**Question**

Cubic boron nitride has two kinds of optical vibration at the centre of the Brillouin zone. In both, the boron atoms move against the nitrogen atoms. In the longitudinal mode this motion also builds up a macroscopic electric field, which pulls the atoms back and raises the frequency. The table follows both modes under pressure, as computed with LDA. Its "lowest phonon frequency" is the transverse mode, $\omega_{TO}$, and its "highest longitudinal frequency" is $\omega_{LO}$.

Zincblende BN, 2 atoms in the cell, conventional a = 3.581 Å at rest, computed with Ansatz 0.2.0: LDA, scalar-relativistic plane-wave PAW, no spin polarisation, cutoff 420 eV, k mesh 12×12×12. Zone-centre optical phonons are from linear response; the lowest frequency omits the long-range electric term, and the highest longitudinal frequency includes it.

```tsv
volume per atom (Å³)	applied pressure (GPa)	volume over rest	lowest phonon frequency (cm⁻¹)	highest longitudinal frequency (cm⁻¹)	dielectric clamped	dielectric relaxed	Born charge first, site B (e)
5.18	50	none	1210.2	1430.2	4.49	6.27	1.83
5.27	40	none	1184.7	1406.3	4.50	6.34	1.84
5.42	25	none	1144.0	1368.4	4.52	6.47	1.85
5.46	22	none	1135.5	1360.4	4.52	6.49	1.85
5.48	20	none	1129.7	1355.1	4.53	6.51	1.86
5.58	12	none	1105.9	1332.9	4.54	6.60	1.86
5.59	11	none	1102.9	1330.0	4.54	6.61	1.87
5.62	9	none	1096.7	1324.3	4.55	6.63	1.87
5.67	5	none	1084.2	1312.6	4.55	6.68	1.87
5.68	4	none	1081.0	1309.6	4.56	6.69	1.87
5.71	2	none	1074.5	1303.6	4.56	6.71	1.88
5.74	0	none	1068.0	1297.5	4.57	6.74	1.88
5.75	n/a	none	1064.7	1294.5	4.57	6.75	1.88
5.78	n/a	none	1058.0	1288.2	4.57	6.78	1.88
5.85	n/a	1.02	1042.0	1273.3	4.58	6.84	1.89
```

Between 0 and 50 GPa both modes rise, but the splitting $\omega_{LO}-\omega_{TO}$ shrinks from 229.5 to 220.0 cm⁻¹. Two explanations are offered.

*The charge account:* the Born charge falls under pressure, so the electric term weakens and the longitudinal mode is lifted less.

*The stiffness account:* the electric term grows, but the crystal stiffens so much that this term shifts the frequency less.

(a) Does the electric term weaken? (b) What narrows the splitting? (c) The lattice part of the dielectric constant, "dielectric relaxed" minus "dielectric clamped", falls by 18 %. Does this support the charge account?

**Model answer**

(a) When the two sublattices shift, they produce a polarisation proportional to $Z/V$, where $Z$ is the Born charge and $V$ the volume per atom. In the longitudinal mode this polarisation creates a field, which the electrons screen by the clamped dielectric constant $\varepsilon_\infty$. The field then acts on the same charges, so $Z$ enters a second time:

$$A=\omega_{LO}^2-\omega_{TO}^2\;\propto\;\frac{Z^2}{\varepsilon_\infty V}.$$

The table gives $A$ directly from the two frequencies. It grows by 7 % between 0 and 50 GPa, and it grows at every step of compression. The smaller Born charge alone would lower it by 5 %, but packing the charges into less volume raises it by 11 %, and slightly weaker screening helps. The electric term therefore does not weaken, and the charge account fails at its middle step.

(b) The splitting is not $A$ itself. Factorising the difference of squares gives

$$\omega_{LO}-\omega_{TO}=\frac{A}{\omega_{LO}+\omega_{TO}}.$$

An extra restoring force changes the frequency of a stiff oscillator less than that of a soft one. Here $A$ grows by 7 %, while the sum of the frequencies grows by 12 %, so the splitting shrinks.

The stiffening comes from the shorter bonds, which resist further displacement more strongly. Diamond makes a useful neighbour for comparison. Its two atoms are alike, so symmetry allows no Born charge and no splitting, yet its optical mode also rises under pressure. Such stiffening needs no polarity.

How much each ingredient matters can be estimated for 50 GPa, starting from the crystal at rest. A power law in volume, fitted to the transverse mode in all fifteen rows, has an exponent of −1.224; its size is the mean Grüneisen parameter. With it,

$$\omega_{TO}\approx1068.0\left(\frac{5.74}{5.18}\right)^{1.224}\approx1211\ \text{cm}^{-1}.$$

At rest, $A=1297.5^2-1068.0^2\approx5.43\times10^5$ cm⁻². The factors for charge, volume and screening turn this into

$$A\approx5.43\times10^5\times0.948\times1.108\times1.018\approx5.81\times10^5\ \text{cm}^{-2}.$$

Hence $\omega_{LO}\approx\sqrt{1211^2+5.81\times10^5}\approx1431$ cm⁻¹, and the splitting is about 220 cm⁻¹, as in the table. This agreement is a check of the arithmetic rather than a prediction: the 50 GPa row was part of the fit, and the program itself obtains the longitudinal mode from the formula for $A$.

The estimate becomes useful when one ingredient is removed. Without the stiffening, the larger $A$ would widen the splitting to 244 cm⁻¹. Without the loss of Born charge, the factor 0.948 drops out, $A$ becomes $6.12\times10^5$ cm⁻², and the splitting is $\sqrt{1211^2+6.12\times10^5}-1211\approx231$ cm⁻¹, again no narrowing. The stiffness account is right about the mechanism, but it needs the falling charge to hold back the growth of $A$.

(c) No. The lattice part measures how far the atoms yield to a static field, and it varies as $Z^2/(V\omega_{TO}^2)$. The numerator and the volume together raise it by 5 %, but $\omega_{TO}^2$ grows by 28 %. The lattice contributes less because it yields less, and without the stiffening its contribution would have risen. This is the same mechanism seen in another quantity, not independent evidence, since the same charges, volumes and frequencies enter both.

**Remarks on the reasoning**

The charge account is tempting because it seems to pass a numerical test. Keep everything at its value at rest, let only the Born charge change, and the splitting of every row is reproduced to within 1.5 cm⁻¹. The reason is a cancellation. Stiffening narrows the splitting by nearly as much as the smaller volume and weaker screening widen it, so what remains looks like the effect of the charge alone.

The cancellation is exposed by admitting one more fact from the table. If the computed transverse mode is used together with the changed charge, but volume and screening are still ignored, the splitting at 50 GPa comes out at 197 cm⁻¹, far too small. A candidate who tests only the final splitting will miss this. One who also asks whether $A$ falls, as the charge account requires, will find the error at once.

An answer that gives the Born charge no part in the narrowing also loses marks. The charge does fall, and the narrowing depends on it. The mistake is to pass from "the charge is smaller" to "the electric term is weaker" without counting how densely the charges are packed. The Born charge, moreover, measures the polarisation produced by a displacement, not the static charge on an ion. Its fall does not show that the bond has become less ionic, and the table does not reveal why it falls.

For another polar crystal, the question to ask is whether $A$ grows by a larger or a smaller percentage than the sum of the two frequencies. Stiffening and crowding pull in opposite directions and can nearly balance, as they do here. The behaviour of the Born charge may then decide whether the splitting narrows or widens, so a narrowing alone is no measure of the electric term.

The absolute frequencies are less secure than their trends, because LDA was combined with atomic datasets made for another functional and convergence with cutoff and mesh was not tested. The output below gives the fits and the effect of changing each ingredient separately.

The analysis program printed:

```
LO-TO splitting at 0 GPa, cm^-1: 229.5
LO-TO splitting at 50 GPa, cm^-1: 220
change of the splitting from 0 to 50 GPa, cm^-1: -9.5
change of LO^2-TO^2 from 0 to 50 GPa, percent: 7.001
change of the sum LO+TO from 0 to 50 GPa, percent: 11.62
change of TO^2 from 0 to 50 GPa, percent: 28.4
effect of the squared Born charge on LO^2-TO^2 at 50 GPa, percent: -5.202
effect of the smaller volume on LO^2-TO^2 at 50 GPa, percent: 10.81
effect of the weaker screening on LO^2-TO^2 at 50 GPa, percent: 1.782
largest miss of the product of the three factors, all rows, percent: 0.2458
splitting at 50 GPa if only the Born charge changed, cm^-1: 218.6
largest miss of the charge-only splitting, all rows, cm^-1: 1.428
splitting at 50 GPa with charge change and the computed TO mode, cm^-1: 196.6
splitting at 50 GPa if only LO^2-TO^2 changed and TO stayed, cm^-1: 244.1
splitting at 50 GPa if only TO changed and LO^2-TO^2 stayed, cm^-1: 206.7
lattice part of the static dielectric constant at 0 GPa: 2.17
lattice part of the static dielectric constant at 50 GPa: 1.78
change of the lattice part from 0 to 50 GPa, percent: -17.97
change of Z^2/V from 0 to 50 GPa, percent: 5.047
fit of log(TO) on 15 rows: constant 9.111 +/- 0.0084, coefficient of log(V) -1.224 +/- 0.0049; rms 0.000592, worst 5.62 -0.00113, leave-one-out rms 0.000673
fit of log(LO) on 15 rows: constant 8.827 +/- 0.0058, coefficient of log(V) -0.9497 +/- 0.0033; rms 0.000403, worst 5.42 0.000887, leave-one-out rms 0.000461
mean Grueneisen parameter of the TO mode: 1.224
mean Grueneisen parameter of the LO mode: 0.9497
```
